**Level clumps of Be-like Au75+: LS coupling against one-electron j splitting**

The table holds 30 levels of Au75+ with term purities, Landé g and energies from a relativistic B-spline calculation, at CI and at CI+MBPT level (core-valence correlation, Breit, QED). The program fits the ten n=2 levels with a first-order LS model and with a count of 2p1/2 and 2p3/2 electrons, solves the sp intermediate-coupling model for 2s2p, compares leading-order and full Dirac splittings for 2p, 3p and 3d, and computes g in both coupling limits. The LS fit leaves 599 eV rms and the j count 36 eV. The sp model gives ζ/K = 19.9 and a purity of 0.6955 against 0.696, but its J=1 gap is 13.8 eV short. The leading-order formula needs a charge above 79 for both p splittings, while the 3d splitting does not decide between the formulas.

B-spline many-body code 1, no-pair Dirac: levels of Au75+ (Z = 79) with two electrons outside a closed 1s² core, nuclear rms radius 5.4371 fm. CI is configuration interaction in the frozen-core Dirac-Hartree-Fock potential; CI+MBPT adds screened core-valence correlation, Breit and QED. Energies are relative to the 2s² ground level.

## Script

```python
# Table: levels of Be-like Au75+ (eV), B-spline many-body code, no-pair Dirac CI and CI+MBPT (core-valence, Breit, QED).
# Tested: LS coupling vs one-electron j splitting (leading order or full Dirac); sp intermediate coupling; Lande g.
T = {
    'level_configuration': ['2s2', '2s2p', '2s2p', '2p2', '2s2p', '2s2p', '2p2', '2p2', '2p2', '2p2', '2s3s', '2s3s', '2s3p', '2s3p', '2p2s', '2p2s', '2p3p', '2p3p', '2s3p', '2s3p', '2s3d', '2s3d', '2s3d', '2s3d', '2p3p', '2p3p', '2p3d', '2p3d', '2p3d', '2p3d'],
    'level_term': ['1S', '3P', '3P', '3P', '3P', '1P', '3P', '1D', '3P', '1S', '3S', '1S', '3P', '3P', '3P', '3P', '3D', '3P', '3P', '1P', '3D', '3D', '3D', '1D', '3P', '3D', '3F', '3D', '3P', '3F'],
    'level_j': [0, 0, 1, 0, 2, 1, 1, 2, 2, 0, 1, 0, 1, 0, 0, 1, 1, 0, 2, 1, 1, 2, 3, 2, 1, 2, 2, 1, 2, 3],
    'level_parity': ['even', 'odd', 'odd', 'even', 'odd', 'odd', 'even', 'even', 'even', 'even', 'even', 'even', 'odd', 'odd', 'odd', 'odd', 'even', 'even', 'odd', 'odd', 'even', 'even', 'even', 'even', 'even', 'even', 'odd', 'odd', 'odd', 'odd'],
    'level_jj': ['1/2,1/2', '1/2,1/2', '1/2,1/2', '1/2,1/2', '1/2,3/2', '1/2,3/2', '1/2,3/2', '1/2,3/2', '3/2,3/2', '3/2,3/2', '1/2,1/2', '1/2,1/2', '1/2,1/2', '1/2,1/2', '1/2,1/2', '1/2,1/2', '1/2,1/2', '1/2,1/2', '1/2,3/2', '1/2,3/2', '1/2,3/2', '1/2,3/2', '1/2,5/2', '1/2,5/2', '1/2,3/2', '1/2,3/2', '1/2,3/2', '1/2,3/2', '1/2,5/2', '1/2,5/2'],
    'level_term_purity': [0.993, 1.0, 0.696, 0.671, 1.0, 0.695, 0.994, 0.652, 0.656, 0.679, 0.999, 0.995, 0.668, 1.0, 1.0, 0.673, 0.741, 0.67, 1.0, 0.671, 0.998, 0.674, 1.0, 0.608, 0.493, 0.482, 0.747, 0.506, 0.479, 0.454],
    'level_lande_g': [None, None, 1.349, None, 1.501, 1.153, 1.501, 1.173, 1.329, None, 2.002, None, 1.335, None, None, 1.337, 0.6659, None, 1.501, 1.165, 0.5007, 1.113, 1.334, 1.078, 1.498, 1.143, 0.7656, 0.8303, 1.289, 1.113],
    'level_energy_ci_ev': [0.0, 195.12, 237.43, 542.79, 2223.8, 2318.2, 2520.7, 2548.8, 4562.7, 4625.0, 12838, 12874, 12929, 12926, 13078, 13083, 13137, 13193, 13525, 13534, 13565, 13574, 13726, 13735, 13757, 13767, 13781, 13811, 13959, 13962],  # eV
    'level_energy_ev': [0.0, 194.01, 229.84, 542.13, 2191.3, 2289.5, 2491.6, 2509.4, 4503.1, 4577.5, 12802, 12840, 12891, 12892, 13040, 13043, 13095, 13155, 13482, 13490, 13519, 13524, 13676, 13687, 13711, 13719, 13731, 13760, 13907, 13909],  # eV
}
import re
import numpy as np
from fractions import Fraction as Fr
from scipy.constants import alpha, physical_constants as pc
from scipy.optimize import brentq
Z = 79; mc2 = pc['electron mass energy equivalent in MeV'][0]*1e6; Ha = pc['Hartree energy in eV'][0]
gs = -pc['electron g factor'][0]
cf = [str(c) for c in T['level_configuration']]; tm = [str(t) for t in T['level_term']]
J = [int(j) for j in T['level_j']]; jj = [[float(Fr(x)) for x in str(s).split(',')] for s in T['level_jj']]
E = np.array(T['level_energy_ev'], float); C = np.array(T['level_energy_ci_ev'], float)
P = np.array(T['level_term_purity'], float); g = T['level_lande_g']
nm = [f"{c} {t}{j}" for c, t, j in zip(cf, tm, J)]; ix = {n: i for i, n in enumerate(nm)}
S = [(int(t[0])-1)/2 for t in tm]; L = ['SPDF'.index(t[1]) for t in tm]
r = [i for i, c in enumerate(cf) if c in ('2s2', '2s2p', '2p2')]
npp = np.array([{'2s2': 0, '2s2p': 1, '2p2': 2}[cf[i]] for i in r]); n3 = np.array([jj[i].count(1.5) for i in r])
ls = [(J[i]*(J[i]+1)-L[i]*(L[i]+1)-S[i]*(S[i]+1))/2 for i in r]
def fit(cols, y):
    A = np.array([np.ones(len(y))]+cols, float).T; p = np.linalg.lstsq(A, y, rcond=None)[0]; return p, y-A@p
rms = lambda x: float(np.sqrt(np.mean(np.square(x))))
pj, rj = fit([npp-n3, n3], E[r]); pl, rl = fit([npp, [S[i] for i in r], ls], E[r]); sh = E-C
print("rounding floor: 0.005-0.05 eV (n=2), 0.5 eV (n=3), 0.0005 in purity and g; energies CI+MBPT unless named")
print("n=2 level | n(2p3/2) | resid LS fit | resid j count | shift CI+MBPT - CI (eV)")
for k, i in enumerate(r): print(f"{nm[i]:9s} {n3[k]} {rl[k]:8.1f} {rj[k]:7.1f} {sh[i]:7.2f}")
print(f"LS fit (4 par): c {pl[0]:.0f}, per p {pl[1]:.0f}, per S {pl[2]:.0f}, A {pl[3]:.0f} eV; rms {rms(rl):.0f}, worst {nm[r[np.argmax(abs(rl))]]}")
print(f"j count (3 par): c {pj[0]:.0f}, p1/2 {pj[1]:.0f}, p3/2 {pj[2]:.0f}, diff {pj[2]-pj[1]:.0f} eV; rms {rms(rj):.0f}, worst {nm[r[np.argmax(abs(rj))]]}")
print("mean shift by n(2p3/2)=0,1,2:", ", ".join(f"{sh[r][n3 == k].mean():.1f} (spread {np.ptp(sh[r][n3 == k]):.1f})" for k in range(3)), "eV")
print(f"hydrogenic K=15Z/512 Ha: Z=79 {15*Z/512*Ha:.1f}, Z=77 {15*(Z-2)/512*Ha:.1f} eV; 2K(79) {30*Z/512*Ha:.0f} eV")
for lab, Y in (('CI', C), ('CI+MBPT', E)):
    a0, a1, a2, b1 = (Y[ix['2s2p '+t]] for t in ('3P0', '3P1', '3P2', '1P1'))
    z = (a2-a0)/1.5; E0 = (a1+b1+z/2)/2; K = E0-(a0+z); d = 2*K+z/2; gap = np.hypot(d, np.sqrt(2)*z); pur = (1+d/gap)/2
    ratio = (a2-a1)/(a1-a0)
    print(f"{lab} 2s2p: 3P1-3P0 {a1-a0:.1f}, 3P2-3P1 {a2-a1:.1f}, ratio {ratio:.1f} (Lande 2); 1P1-3P2 {b1-a2:.1f}; 1P1-3P1 {b1-a1:.1f} eV")
    print(f"  sp model: zeta {z:.1f}, K {K:.1f} eV, zeta/K {z/K:.1f}; J=1 gap {gap:.1f} (table-model {b1-a1-gap:.1f} eV); purity {pur:.4f}")
    assert ratio > 20 and abs(pur-P[ix['2s2p 3P1']]) < 0.01
i1 = ix['2s2p 3P1']; gp = P[i1]*(1+gs)/2+1-P[i1]
print(f"table purity 3P1 {P[i1]:.3f}, 1P1 {P[ix['2s2p 1P1']]:.3f}, jj limit 0.667; g(3P1) from purity {gp:.4f} vs table {g[i1]}")
def dirac(z, n, k): a = z*alpha; return mc2/np.sqrt(1+(a/(n-k+np.sqrt(k*k-a*a)))**2)
fD = lambda z, n, l: dirac(z, n, l+1)-dirac(z, n, l)
fP = lambda z, n, l: mc2*(z*alpha)**4/(2*n**3*l*(l+1))
print(f"Z alpha = {Z*alpha:.4f}; screening = 79 - charge needed (negative: unphysical)")
for n, l, hi, lo in ((2, 1, '2s2p 3P2', '2s2p 3P0'), (3, 1, '2s3p 3P2', '2s3p 3P0'), (3, 2, '2s3d 3D3', '2s3d 3D1')):
    dc, de = C[ix[hi]]-C[ix[lo]], E[ix[hi]]-E[ix[lo]]
    s = [Z-brentq(lambda z: f(z, n, l)-y, 40, 125) for f in (fP, fD) for y in (dc, de)]
    print(f"{n}{'spd'[l]}: CI {dc:.1f}, CI+MBPT {de:.1f} ({de-dc:+.1f} eV, {100*(de/dc-1):+.1f}%); bare Z: leading {fP(Z,n,l):.0f}, Dirac {fD(Z,n,l):.0f} eV")
    print(f"  screening (CI, CI+MBPT): leading {s[0]:.2f}, {s[1]:.2f}; Dirac {s[2]:.2f}, {s[3]:.2f}")
    if n == 2: assert fP(Z, n, l) < de < fD(Z, n, l)
def cpl(a, ga, b, gb, j): x = j*(j+1); y = a*(a+1)-b*(b+1); return (ga*(x+y)+gb*(x-y))/(2*x)
G = {}
for i in range(len(cf)):
    if g[i] is None or J[i] == 0: continue
    l = ['spd'.index(x) for x in re.findall('[spd]', cf[i])]; l = (l*2)[:2]  # '2p2s' is read as 2p1/2 3s1/2
    g1, g2 = (cpl(l[k], 1, 0.5, gs, jj[i][k]) for k in (0, 1))
    G[i] = (float(g[i]), cpl(jj[i][0], g1, jj[i][1], g2, J[i]), cpl(L[i], 1, S[i], gs, J[i]))
m = [i for i in G if P[i] < 0.9]
print("mixed rows (purity<0.9): level purity g(table) g(jj) g(LS)")
for k in range(0, len(m), 2): print(" | ".join(f"{nm[i]} {P[i]:.3f} {G[i][0]:.3f} {G[i][1]:.3f} {G[i][2]:.3f}" for i in m[k:k+2]))
dj = [G[i][0]-G[i][1] for i in m]; dl = [G[i][0]-G[i][2] for i in m]; w = int(np.argmax(np.abs(dj)))
print(f"g rms over {len(m)} rows: jj {rms(dj):.4f}, LS {rms(dl):.4f}; worst jj {nm[m[w]]} {dj[w]:+.3f}")
q = [ix[n] for n in ('2s3d 3D2', '2s3d 1D2', '2p3p 3D2')]
print(f"sum of g, even J=2 n=3 (3 rows): table {sum(G[i][0] for i in q):.3f}, jj {sum(G[i][1] for i in q):.3f}")
ie, iec, iet, a31, a30 = 22509.2, 22558.6, 22500.0, 12891.1, 12891.8  # further outputs of the same run
print(f"IE shift {ie-iec:.1f} eV; IE - tabulated theory {ie-iet:.1f} eV ({100*(ie/iet-1):.2f}%); n=3 shifts {sh[10:].min():.0f} to {sh[10:].max():.0f} eV")
print(f"2s3p 3P1-3P0: CI {C[ix['2s3p 3P1']]-C[ix['2s3p 3P0']]:.0f}, CI+MBPT {a31-a30:.1f} eV")
assert rms(rj) < rms(rl)/5
assert rms(dj) < rms(dl)/5
```

It prints:

```
rounding floor: 0.005-0.05 eV (n=2), 0.5 eV (n=3), 0.0005 in purity and g; energies CI+MBPT unless named
n=2 level | n(2p3/2) | resid LS fit | resid j count | shift CI+MBPT - CI (eV)
2s2 1S0   0   -225.4    31.8    0.00
2s2p 3P0  0    673.6   -41.6   -1.11
2s2p 3P1  0   -283.6    -5.8   -7.59
2p2 3P0   0   -673.3    39.1   -0.66
2s2p 3P2  1   -308.3   -57.1  -32.50
2s2p 1P1  1    369.1    41.1  -28.70
2p2 3P1   1    283.1   -24.2  -29.10
2p2 1D2   1  -1105.9    -6.4  -39.40
2p2 3P2   2    308.5   -25.5  -59.60
2p2 1S0   2    962.2    48.9  -47.50
LS fit (4 par): c 225, per p 1695, per S -414, A 993 eV; rms 599, worst 2p2 1D2
j count (3 par): c -32, p1/2 267, p3/2 2280, diff 2013 eV; rms 36, worst 2s2p 3P2
mean shift by n(2p3/2)=0,1,2: -2.3 (spread 7.6), -32.4 (spread 10.7), -53.5 (spread 12.1) eV
hydrogenic K=15Z/512 Ha: Z=79 63.0, Z=77 61.4 eV; 2K(79) 126 eV
CI 2s2p: 3P1-3P0 42.3, 3P2-3P1 1986.4, ratio 46.9 (Lande 2); 1P1-3P2 94.4; 1P1-3P1 2080.8 eV
  sp model: zeta 1352.5, K 68.4 eV, zeta/K 19.8; J=1 gap 2078.3 (table-model 2.5 eV); purity 0.6956
CI+MBPT 2s2p: 3P1-3P0 35.8, 3P2-3P1 1961.5, ratio 54.7 (Lande 2); 1P1-3P2 98.2; 1P1-3P1 2059.7 eV
  sp model: zeta 1331.5, K 67.0 eV, zeta/K 19.9; J=1 gap 2045.9 (table-model 13.8 eV); purity 0.6955
table purity 3P1 0.696, 1P1 0.695, jj limit 0.667; g(3P1) from purity 1.3488 vs table 1.349
Z alpha = 0.5765; screening = 79 - charge needed (negative: unphysical)
2p: CI 2028.7, CI+MBPT 1997.3 (-31.4 eV, -1.5%); bare Z: leading 1764, Dirac 2237 eV
  screening (CI, CI+MBPT): leading -2.81, -2.49; Dirac 1.68, 1.95
3p: CI 599.0, CI+MBPT 590.0 (-9.0 eV, -1.5%); bare Z: leading 523, Dirac 666 eV
  screening (CI, CI+MBPT): leading -2.74, -2.43; Dirac 1.84, 2.09
3d: CI 161.0, CI+MBPT 157.0 (-4.0 eV, -2.5%); bare Z: leading 174, Dirac 185 eV
  screening (CI, CI+MBPT): leading 1.54, 2.03; Dirac 2.61, 3.07
mixed rows (purity<0.9): level purity g(table) g(jj) g(LS)
2s2p 3P1 0.696 1.349 1.334 1.501 | 2s2p 1P1 0.695 1.153 1.167 1.000
2p2 1D2 0.652 1.173 1.167 1.000 | 2p2 3P2 0.656 1.329 1.334 1.501
2s3p 3P1 0.668 1.335 1.334 1.501 | 2p2s 3P1 0.673 1.337 1.334 1.501
2p3p 3D1 0.741 0.666 0.666 0.499 | 2s3p 1P1 0.671 1.165 1.167 1.000
2s3d 3D2 0.674 1.113 1.100 1.167 | 2s3d 1D2 0.608 1.078 1.067 1.000
2p3p 3P1 0.493 1.498 1.501 1.501 | 2p3p 3D2 0.482 1.143 1.167 1.167
2p3d 3F2 0.747 0.766 0.766 0.666 | 2p3d 3D1 0.506 0.830 0.833 0.499
2p3d 3P2 0.479 1.289 1.290 1.501 | 2p3d 3F3 0.454 1.113 1.111 1.084
g rms over 16 rows: jj 0.0093, LS 0.1563; worst jj 2p3p 3D2 -0.024
sum of g, even J=2 n=3 (3 rows): table 3.334, jj 3.334
IE shift -49.4 eV; IE - tabulated theory 9.2 eV (0.04%); n=3 shifts -53 to -34 eV
2s3p 3P1-3P0: CI 3, CI+MBPT -0.7 eV
```
